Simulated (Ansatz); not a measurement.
## SiH2F2 (SMILES F[SiH2]F): the energy, rung by rung

SiH2F2: 5 atoms, total charge 0, spin state singlet. As SMILES, `F[SiH2]F`. Geometry: relaxed at PBE0-D4/def2-TZVP.

```xyz
5

F    -1.0790    0.5382    0.9807
Si   -0.0052   -0.0005   -0.0541
F     1.2476   -0.5206    0.7669
H    -0.5905   -1.1387   -0.7863
H     0.4271    1.1217   -0.9073
```

Quantity: the energy change with the F1–Si2 bond stretched from 1.586 to 3.964 Å, in eV. The values are calculated.

```
                        level                    kind  program  value (eV)  less FCI/STO-3G
       HF/STO-3G (restricted)            Hartree–Fock   Ansatz       10.97            +6.76
     BLYP/STO-3G (restricted)                     GGA   Ansatz        6.57            +2.36
   r2SCAN/STO-3G (restricted)                meta-GGA   Ansatz        7.07            +2.86
    B3LYP/STO-3G (restricted)           global hybrid   Ansatz        7.54            +3.33
CAM-B3LYP/STO-3G (restricted)  range-separated hybrid   Ansatz        8.51            +4.30
    wB97X/STO-3G (restricted)  range-separated hybrid   Ansatz        8.71            +4.50
   B2PLYP/STO-3G (restricted)           double hybrid   Ansatz        5.61            +1.40
      MP2/STO-3G (restricted)     perturbation theory   Ansatz        4.45            +0.24
    CCSDT/STO-3G (restricted)   coupled cluster or CI   Ansatz        4.24            +0.03
                   FCI/STO-3G      exact in the basis   Ansatz        4.21             0.00
```

FCI/STO-3G is exact within its basis and frozen core, so for wave-function methods in that basis the difference is their error; functionals converge differently with the basis, so for them it is only a difference. Spin-restricted single references rise too steeply as a bond breaks, Hartree–Fock most of all. Perturbation and coupled-cluster corrections on them can overshoot downwards. The first shape isn't each level's own minimum. The values span 4.21 to 10.97 eV. All rows use very small basis sets, so even the best lies far from the true value.

Correlation dominates this stretch: Hartree–Fock gives 10.97 eV against 4.21 eV for FCI. As Si and F separate, the σ and σ* orbitals approach degeneracy, and a doubly occupied σ orbital cannot place one electron on each fragment, so it retains too much ionic character. CCSDT recovers nearly all of the missing left-right correlation. MP2 also lands close, but its energy denominators shrink as the bond opens, so this probably owes something to cancellation and need not hold at other distances.

Among the functionals without a perturbative term, the energy generally climbs with the share of exact exchange, probably because semilocal exchange mimics some left-right correlation. r2SCAN lies above BLYP although neither contains any, and B2PLYP breaks the order because its perturbative term lowers the energy.

The FCI value is low for Si–F, one of the strongest single bonds known. The likely cause is the lack of polarization functions on silicon and of flexibility for the electron-rich fluorine, which weakens the polar bond near equilibrium more than the separated fragments.
